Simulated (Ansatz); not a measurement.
## HfPb3: energy above given cell and pressure against volume ratio

Results calculated with Ansatz 0.2.0, not measured. Plane-wave density functional theory, PAW datasets, Gaussian smearing 0.05 eV: equation of state, the given cell scaled in volume with shape and atoms relaxed at each volume.

The cell before it is scaled or strained (space group Pm-3m, No. 221):
```
CELL_PARAMETERS angstrom
4.70430 0.00000 0.00000
0.00000 4.70430 0.00000
0.00000 0.00000 4.70430
ATOMIC_POSITIONS crystal
Hf 0.00000 0.00000 0.00000
Pb 0.00000 0.50000 0.50000
Pb 0.50000 0.50000 0.00000
Pb 0.50000 0.00000 0.50000
```

Settings of every row: paw set soft_2; functional PBEsol; spin treatment none; moment partition spheres; spin axis none; wave cutoff 420 eV; k mesh 8x8x8; symmetry use detected.

Atom hubbard u: 0 on all atoms.

Limits: no spin-orbit coupling, which can matter with elements this heavy; the cell comes from a prototype or a list of computed structures and needn't be the stable phase.

| row | volume ratio | V (Å³/atom) | energy above given cell (meV per atom) | pressure (GPa) |
| --- | --- | --- | --- | --- |
| 1 | 0.96 | 24.985 | 9.25 | 3.048 |
| 2 | 0.98 | 25.506 | ? | ? |
| 3 | 1 | 26.026 | 0 | 0.001 |
| 4 | 1.02 | 26.547 | 2.27 | -1.253 |
| 5 | 1.04 | 27.068 | 8.33 | -2.355 |

Question: what energy above given cell and pressure should row 2 give?

Worked fit of energy above given cell. Take u = (V_r/V)^(2/3) − 1 with V_r = 26.287 Å³ an atom, which is twice the finite (Eulerian) strain; such expansions in the strain, on which the Birch-Murnaghan equation of state is built, carry the rest volume and the bulk modulus. The shown rows have u = 0.03445, 0.00667, -0.00654, -0.01933. Least squares give energy above given cell = 0.61 − 166.43 × u + 12105.8 × u² meV per atom; a straight line predicts inner rows, each left out in turn, worse (root mean square 5.4 against 0.11 meV per atom). The rows lie off it by 0.01, -0.04, 0.05, -0.02 (root mean square 0.034 meV per atom). Its lowest point lies at u = 0.0069, or V = 26.02 Å³ an atom, and the curvature there gives the bulk modulus with shape and atoms relaxed, B = (4/9)(1 + u)² E″(u)/V = 67.2 GPa. The withheld row has u = 0.02031, so the fit gives 0.61 − 166.43 × (0.02031) + 12105.8 × (0.02031)² = 2.22 meV per atom.

The calculation gave 2.12 meV per atom. The fit lies 0.10 meV per atom (4.7 % of the value, 1.1 % of the column's range) above it; its largest miss of a shown row is 0.05 meV per atom.

Worked fit of pressure. Take u = (V_r/V)^(2/3) − 1 with V_r = 26.287 Å³ an atom, which is twice the finite (Eulerian) strain; such expansions in the strain, on which the Birch-Murnaghan equation of state is built, carry the rest volume and the bulk modulus. The shown rows have u = 0.03445, 0.00667, -0.00654, -0.01933. Least squares give pressure = −0.6478 + 95.109 × u + 353.16 × u² GPa; a straight line predicts inner rows, each left out in turn, worse (root mean square 0.16 against 0.0035 GPa). The rows lie off it by 0.000, -0.001, 0.002, -0.001. The pressure vanishes at u = 0.0066, or V = 26.03 Å³ an atom, and there the bulk modulus with shape and atoms relaxed is B = −V dP/dV = (2/3)(1 + u) dP/du = 67 GPa. The withheld row has u = 0.02031, so the fit gives −0.6478 + 95.109 × (0.02031) + 353.16 × (0.02031)² = 1.430 GPa.

The calculation gave 1.43 GPa. The fit meets it to the printed digit.
